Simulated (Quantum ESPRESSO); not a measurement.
# Net spin moment, site moments and magnetic energies of Mn3Si under biaxial strain with PBEsol

Mn3Si is a Heusler-type compound in which manganese fills two kinds of site, and its spins largely cancel. Such compounds interest people who build spin devices, because a small net moment makes little stray field while the current can still be strongly spin-polarised. A film grown on a substrate is strained in its plane, so I want to see what strain does to that balance. I scale x and y from the measured cell and hold z, which changes the volume as well as the shape; a real film would also relax along z. The magnetic energy gain is counted per Mn atom from the run without spin polarisation at the same strain. The net moment is also per Mn atom, three to the cell.

## How the numbers were made

One system, Mn3Si (Fm-3m), 4 atom(s) a primitive cell, from measured cells of the Crystallography Open Database (measured order: antiferro, incommensurate, Q = 0.425 a*_111 (arxiv:cond-mat/0111048)). Quantum ESPRESSO 7.5, plane waves with GBRV 1.5 PBEsol pseudopotentials, cutoff 544 eV, Fermi-Dirac smearing of 0.1 eV, k meshes whose coarsest spacing along a reciprocal vector is 0.23 to 0.25 1/Å over all runs (2π included). Functional: PBEsol, no Hubbard U; collinear spins, no spin-orbit coupling. Atoms stay at fixed fractions of the cell and the mesh divisions are held. In the given cell the shortest lattice vector along z is 5.722 Å long and the shortest in the xy plane 4.046 Å. At each point the moments on Mn are started parallel, opposed (signs +--) and without spin polarisation. Of the opposed order at the middle point, it reverses 5.33 of 5.33 magnetic neighbours at 2.48 Å and 0 of 4 magnetic neighbours at 2.86 Å. Runs that did not converge or carry a known fault are not listed. Finished runs of the same series that are left out: biaxial 1.06, ferri +--, which ended ferrimagnetic, and biaxial 1.06 without spin polarisation. The same in all rows: metal or insulator in the run from the parallel start, judged by its smearing entropy or density of states at the Fermi energy (a gap under a few smearing widths counts as a metal): metal.

Notes on method and selection:

- Each state is what a run reaches from typed starting moments; only a few collinear orders were started, so the lowest found need not be the ground state. Spin-orbit coupling is left out of these energies, which are free energies at the smearing width. A magnetic atom is one that was given a starting moment.
- Site moments count the spin inside each program's own atomic sphere, so they depend somewhat on its radius and leave out the spin between the spheres.
- Quantum ESPRESSO sets the radius of an element's spheres to about 0.41 of its shortest distance to a neighbour, so it changes from cell to cell and the site moment with it.
- A measured moment is set beside the table only where the run ends ferromagnetic and the measured order is ferromagnetic too.
- Runs that did not converge, have known faults or may not be shown are not listed, and runs on Ansatz's PAW sets soft_1 and soft_2 are kept to separate tables.

Columns:

- biaxial strain: factor on the x and y lengths of the cell, z held.
- moment (μB): largest site spin moment reached from the parallel start.
- moment, opposed (μB): largest site spin moment reached from the opposed start.
- gain, opposed (meV): energy of the run without spin polarisation less that of the run from the opposed start, per magnetic atom.
- magnetic distance (Å): shortest distance between magnetic atoms.
- net moment (μB): net spin moment of that run per magnetic atom.
- magnetic energy gain (meV): energy of the run without spin polarisation less that of the parallel start, per magnetic atom (positive: magnetism is favoured).

Input lines of one member:

```
&SYSTEM
  ecutwfc = 40
  ecutrho = 280
  nbnd = 39
  occupations = 'smearing'
  smearing = 'fd'
  degauss = 0.00734986
  nspin = 2
  starting_magnetization(1) = 0.2333
  starting_magnetization(2) = 0
/
&ELECTRONS
  conv_thr = 8d-09
  mixing_beta = 0.3
/
K_POINTS automatic
8 8 8 0 0 0
```

Command (options for logging and memory left out): `pw.x -in pw.in`

## Results

| member | biaxial strain | moment (μB) | moment, opposed (μB) | gain, opposed (meV) | magnetic distance (Å) | net moment (μB) | magnetic energy gain (meV) | remark |
| --- | --- | --- | --- | --- | --- | --- | --- | --- |
| 0.94 | 0.94 | 1.88 | 1.88 | 68.0 | 2.380 | 0.450 | 68.0 |  |
| 0.96 | 0.96 | 2.13 | 2.13 | 92.3 | 2.412 | 0.396 | 92.3 | the parallel start ends ferrimagnetic |
| 0.98 | 0.98 | 2.36 | 2.36 | ? | ? | ? | ? |  |
| 1 | 1.00 | 2.56 | 2.56 | 153.5 | 2.478 | 0.346 | 153.5 | the parallel start ends ferrimagnetic |
| 1.02 | 1.02 | 2.74 | 2.74 | 188.7 | 2.511 | 0.339 | 188.7 | the parallel start ends ferrimagnetic |
| 1.04 | 1.04 | 2.90 | 2.90 | 226.3 | 2.544 | 0.333 | 226.3 | the parallel start ends ferrimagnetic |

Cells marked ? are withheld until the estimate has been made.

## Mechanism

Stretching the plane strengthens the magnetism. From 0.94 to 1.04 the largest site moment rises from 1.88 to 2.90 μB, about 0.10 μB per percent of strain. The energy gain rises from 68.0 to 226.3 meV, a factor of 3.3. The usual reason is band width: as the shortest Mn–Mn distance grows from 2.380 to 2.544 Å, the d orbitals overlap less, the bands narrow, and exchange splitting costs less kinetic energy. A small part of the rise in the site moment may come from the atomic sphere, whose radius grows with that distance.

Both starts end in the same ferrimagnetic state, one large Mn moment against two smaller ones. The equal gains therefore say how much this state wins over no magnetism, and nothing about the energy between rival orders. The measured order is an incommensurate antiferromagnet, which was not among the starts.

The net moment goes the other way, from 0.450 down to 0.333 μB, because the two smaller Mn moments, which are not tabled and point against the large one, together grow by more than it does. The fall also flattens: 0.054 μB between 0.94 and 0.96, but only 0.006 μB between 1.02 and 1.04. I read this as an approach to a half-metal. The cell holds 3 × 7 + 4 = 25 valence electrons, and the Slater–Pauling rule for Heusler compounds gives 25 − 24 = 1 μB per cell, or 1/3 μB per Mn. The row at 1.04 has 3 × 0.333 = 1.00 μB per cell. In that picture the minority spins fill 12 bands below a gap. Compression widens the bands and weakens the exchange splitting, so the top of the minority bands rises through the Fermi energy and loses electrons, and the net moment exceeds the integer. At 0.94 the excess is 3 × 0.450 − 1 = 0.35 μB per cell.

## Estimating the withheld member

Plain estimates from the members shown:

- 0.98, straight-line interpolation between 0.96 and 1: w = (0.98 − 0.96) / (1.00 − 0.96) = 0.500, so 0.396 + 0.500 × (0.346 − 0.396) = 0.371 μB

The straight line between the neighbours gives 0.371 μB, which should be too high, because the net moment flattens towards 1/3 μB and its curve sags below the chord. The same kind of line, drawn between the nearest shown rows, overshoots the row at 0.96 by 0.450 + (0.346 − 0.450) / 3 − 0.396 = 0.019 μB and the row at 1.00 by 0.396 + 2 × (0.339 − 0.396) / 3 − 0.346 = 0.012 μB.

I therefore take the cubic through the two nearest rows on each side. The spacing is even around 0.98, so the weights are simple:

(4 × (0.396 + 0.346) − 0.450 − 0.339) / 6 = 0.363 μB.

The curvature thus lowers the straight-line value by 0.008 μB.

I tried the same route on two shown rows, each time leaving the row out and using the other four:

- At 1.00: −0.2 × 0.450 + 0.5 × 0.396 + 0.339 − 0.3 × 0.333 = 0.347 μB, against 0.346 in the table.
- At 0.96: 0.4 × 0.450 + 2 × 0.346 − 2 × 0.339 + 0.6 × 0.333 = 0.394 μB, against 0.396.

The misses are 0.001 and 0.002 μB, and I take 0.002 μB as the standard deviation. A smooth curve is reasonable here: the largest site moment at 0.98, 2.36 μB, lies in line with its neighbours and gives no sign of a different magnetic state, and the smearing rounds off the entry of the minority band edge.

**Committed estimate, 0.98: net moment = 0.363 ± 0.002 μB.**

## How the estimate fared

| member | biaxial strain | moment (μB) | moment, opposed (μB) | gain, opposed (meV) | magnetic distance (Å) | net moment (μB) | magnetic energy gain (meV) | remark |
| --- | --- | --- | --- | --- | --- | --- | --- | --- |
| 0.98 | 0.98 | 2.36 | 2.36 | 121.1 | 2.445 | 0.361 | 121.1 | the parallel start ends ferrimagnetic |

| member | estimate | net moment (μB) | computed | estimate − computed | miss in error bars |
| --- | --- | --- | --- | --- | --- |
| 0.98 | committed | 0.363 | 0.361 | +0.002 | 1.0 |
| 0.98 | interpolation | 0.371 | 0.361 | +0.010 |  |

The estimate of 0.363 μB lies 0.002 μB above the computed 0.361 μB, at the edge of its error bar. The straight line missed by 0.010 μB, five times as much. The argument from curvature held: the net moment does sag below the chord between 0.96 and 1.00, by slightly more than the cubic allowed.

The result fits a net moment that falls quickly under strong compression and slowly near the measured cell, but it is no test of the half-metal picture, since any smooth curve of this shape would have served. In that picture the excess over 1 μB per cell is 3 × 0.361 − 1 = 0.08 μB at 0.98, against 0.35 μB at 0.94. With sharp occupations a half-metal would hold its moment fixed over a range of strain. The rows show no such plateau: the last two steps, 0.007 and 0.006 μB per Mn, are nearly equal. That does not count against a half-metal here, because the Fermi-Dirac smearing of 0.1 eV partly empties minority states below a gap and partly fills those above it, so the moment can drift even while the Fermi energy lies in the gap. Nor does the value near 1 μB per cell at 1.04 prove one, since a moment that merely falls through the integer would look the same. These rows leave the question open. A density of states for each spin would address it directly, and runs with a smaller smearing would show whether a plateau appears. The finished run at 1.06 from the opposed start, which could show whether the fall continues, is left out of the table and plays no part in this reading.

## Departures from the trend

No row stands out. The largest site moment and the energy gain rise at every step, and the net moment falls at every step. The high net moment at 0.94, 0.450 μB, continues the steepening under compression, where the opposed Mn moments shrink strongly and cancel less of the large one.

## Conclusions and limits

From 0.94 to 1.04, stretching the plane with z held raises the site moments and the energy gain and lowers the net moment. Whether the net moment settles at the half-metallic value stays undecided, because all rows share a smearing of 0.1 eV, which can hide a plateau. Around the measured cell the gain changes by (188.7 − 121.1) / 4 = 16.9 meV per Mn for each percent of strain. A straight line between rows 2 % away on either side gives the gain to about 2 meV and the net moment to about 0.01 μB.

With z held, the volume changes by about twice the in-plane strain. In a film free to relax along z, with an assumed Poisson ratio of 0.3, the factor would be 2 − 2 × 0.3 / (1 − 0.3) = 1.1, so the response should be weaker. The choice of cell matters as well: the computed pressure is clearly negative at the measured cell, so PBEsol prefers a smaller cell, in which the large moment should lie below the 2.56 μB of the unstrained row.

The largest omission is the measured incommensurate antiferromagnetic order. It has no net moment over its period, which removes the whole 0.33 to 0.45 μB per Mn found here, more than the spread of the column.

[Logs are printed without paths, hosts, clocks, repeated set-up lines and the standing remarks that a program may print on its own settings, such as how far it seeks lower states.]
